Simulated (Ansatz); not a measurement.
# P: pressure and energy change per atom against volume scale

Results calculated with Ansatz 0.2.0, not measured. Plane-wave DFT, scalar-relativistic PAW made under PBE with cores redone for the functional, no dispersion; the given relaxed cell is scaled uniformly, energy at zero smearing counts from the unscaled cell, pressure at the given Fermi-Dirac smearing is positive in compression.

The cell before it is scaled or strained (space group Im-3m, No. 229):
```
P
1.0
     -1.5307     1.5307     1.5307
      1.5307    -1.5307     1.5307
      1.5307     1.5307    -1.5307
P
1
Direct
  0.00000 0.00000 0.00000
```

Settings of every row: spin polarised no; functional r2SCAN; wave cutoff 500 eV; smearing width 0.1 eV; k mesh 16x16x16.

Atom starting moment: 0 on all atoms.

Limits: the cell comes from a prototype or a list of computed structures and needn't be the stable phase.

| row | volume scale | V (Å³/atom) | pressure (GPa) | energy change per atom (meV) |
| --- | --- | --- | --- | --- |
| 1 | 0.88 | 12.624 | 15.08 | 71.83 |
| 2 | 0.92 | 13.198 | 8.95 | 29.4 |
| 3 | 0.96 | 13.772 | ? | ? |
| 4 | 1.04 | 14.92 | -3.57 | 6.98 |
| 5 | 1.08 | 15.494 | -6.43 | 25.4 |
| 6 | 1.12 | 16.067 | -8.79 | 53.23 |

Question: what pressure and energy change per atom should row 3 give?

Worked fit of pressure. Take u = (V_r/V)^(2/3) − 1 with V_r = 14.92 Å³ an atom, which is twice the finite (Eulerian) strain; such expansions in the strain, on which the Birch-Murnaghan equation of state is built, carry the rest volume and the bulk modulus. The shown rows have u = 0.11784, 0.08519, 0, -0.02485, -0.04818. Least squares give pressure = −3.61 + 121.821 × u + 309.42 × u² GPa; a straight line predicts inner rows, each left out in turn, worse (root mean square 0.88 against 0.091 GPa). The rows lie off it by 0.04, -0.06, 0.04, 0.02, -0.03 (root mean square 0.04 GPa). The pressure vanishes at u = 0.0277, or V = 14.32 Å³ an atom, and there the bulk modulus at fixed shape and fractions is B = −V dP/dV = (2/3)(1 + u) dP/du = 95.2 GPa. The withheld row has u = 0.05483, so the fit gives −3.61 + 121.821 × (0.05483) + 309.42 × (0.05483)² = 4.00 GPa.

The calculation gave 3.97 GPa. The fit lies 0.03 GPa (0.13 % of the column's range) above it; its largest miss of a shown row is 0.06 GPa.

Worked fit of energy change per atom. Take u = (V_r/V)^(2/3) − 1 with V_r = 14.92 Å³ an atom, which is twice the finite (Eulerian) strain; such expansions in the strain, on which the Birch-Murnaghan equation of state is built, carry the rest volume and the bulk modulus. The shown rows have u = 0.11784, 0.08519, 0, -0.02485, -0.04818. Least squares give energy change per atom = 7.207 − 514.808 × u + 9041.06 × u² meV; a straight line predicts inner rows, each left out in turn, worse (root mean square 25 against 0.6 meV). The rows lie off it by -0.26, 0.44, -0.23, -0.18, 0.23 (root mean square 0.28 meV). The withheld row has u = 0.05483, so the fit gives 7.207 − 514.808 × (0.05483) + 9041.06 × (0.05483)² = 6.16 meV.

The calculation gave 6.65 meV. The fit lies 0.49 meV (7.4 % of the value, 0.75 % of the column's range) below it; its largest miss of a shown row is 0.44 meV.
